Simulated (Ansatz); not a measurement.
A series in volume scale on NbAs

All results are calculated (Ansatz 0.2.0). Free energy against uniform scaling of the volume at fixed shape and fractions; periodic cell, basis, potentials, k mesh and filling as listed.

The cell before it is scaled or strained (space group I4_1md, No. 109):
```
CELL_PARAMETERS angstrom
-1.73160 1.73160 5.85940
1.73160 -1.73160 5.85940
1.73160 1.73160 -5.85940
ATOMIC_POSITIONS crystal
Nb 0.00000 0.00000 0.00000
Nb 0.75000 0.25000 0.50000
As 0.41600 0.41600 0.00000
As 0.16600 0.66600 0.50000
```

Settings of every row: functional LDA; dispersion none; potentials PAW; wave cutoff 380 eV; density cutoff 3040 eV; k mesh 11x11x11; k shift 0x0x0; occupations fermi dirac; smearing width 0.1 eV; spin none.

Limits: coarse k mesh, up to 40 meV an atom off; cutoff under the advised one.

| row | volume scale | V (Å³/atom) | energy above lowest point (meV/atom) | pressure (GPa) |
| --- | --- | --- | --- | --- |
| 1 | 0.9406 | 16.525 | 2.6 | 3.85 |
| 2 | 0.9703 | 17.047 | 0 | -2.07 |
| 3 | 1 | 17.569 | ? | ? |
| 4 | 1.0297 | 18.091 | 45.3 | -11.31 |
| 5 | 1.0594 | 18.613 | 88.1 | -14.87 |

Question: what energy above lowest point and pressure should row 3 give?

Worked fit of energy above lowest point. Take u = (V_r/V)^(2/3) − 1 with V_r = 17.569 Å³ an atom, which is twice the finite (Eulerian) strain; such expansions in the strain, on which the Birch-Murnaghan equation of state is built, carry the rest volume and the bulk modulus. The shown rows have u = 0.04169, 0.02031, -0.01933, -0.03775. Least squares give energy above lowest point = 15.14 − 1158.4 × u + 20550 × u² meV/atom; a straight line predicts inner rows, each left out in turn, worse (root mean square 19 against 0.23 meV/atom). The rows lie off it by 0.0, -0.1, 0.1, -0.1. Its lowest point lies at u = 0.0282, or V = 16.85 Å³ an atom, and the curvature there gives the bulk modulus at fixed shape and fractions, B = (4/9)(1 + u)² E″(u)/V = 184 GPa. Letting shape and atoms relax would as a rule lower it, by much in layered, chain or molecular crystals. The withheld row has u = 0, so the fit gives 15.14 − 1158.4 × (0) + 20550 × (0)² = 15.1 meV/atom.

The calculation gave 15.1 meV/atom. The fit meets it to the printed digit.

Worked fit of pressure. Take u = (V_r/V)^(2/3) − 1 with V_r = 17.569 Å³ an atom, which is twice the finite (Eulerian) strain; such expansions in the strain, on which the Birch-Murnaghan equation of state is built, carry the rest volume and the bulk modulus. The shown rows have u = 0.04169, 0.02031, -0.01933, -0.03775. Least squares give pressure = −7.081 + 232.78 × u + 703.6 × u² GPa; a straight line predicts inner rows, each left out in turn, worse (root mean square 0.64 against 0.019 GPa). The rows lie off it by 0.00, -0.01, 0.01, 0.00. The pressure vanishes at u = 0.0280, or V = 16.86 Å³ an atom, and there the bulk modulus at fixed shape and fractions is B = −V dP/dV = (2/3)(1 + u) dP/du = 187 GPa. Letting shape and atoms relax would as a rule lower it, by much in layered, chain or molecular crystals. The withheld row has u = 0, so the fit gives −7.081 + 232.78 × (0) + 703.6 × (0)² = -7.08 GPa.

The calculation gave -7.08 GPa. The fit meets it to the printed digit.
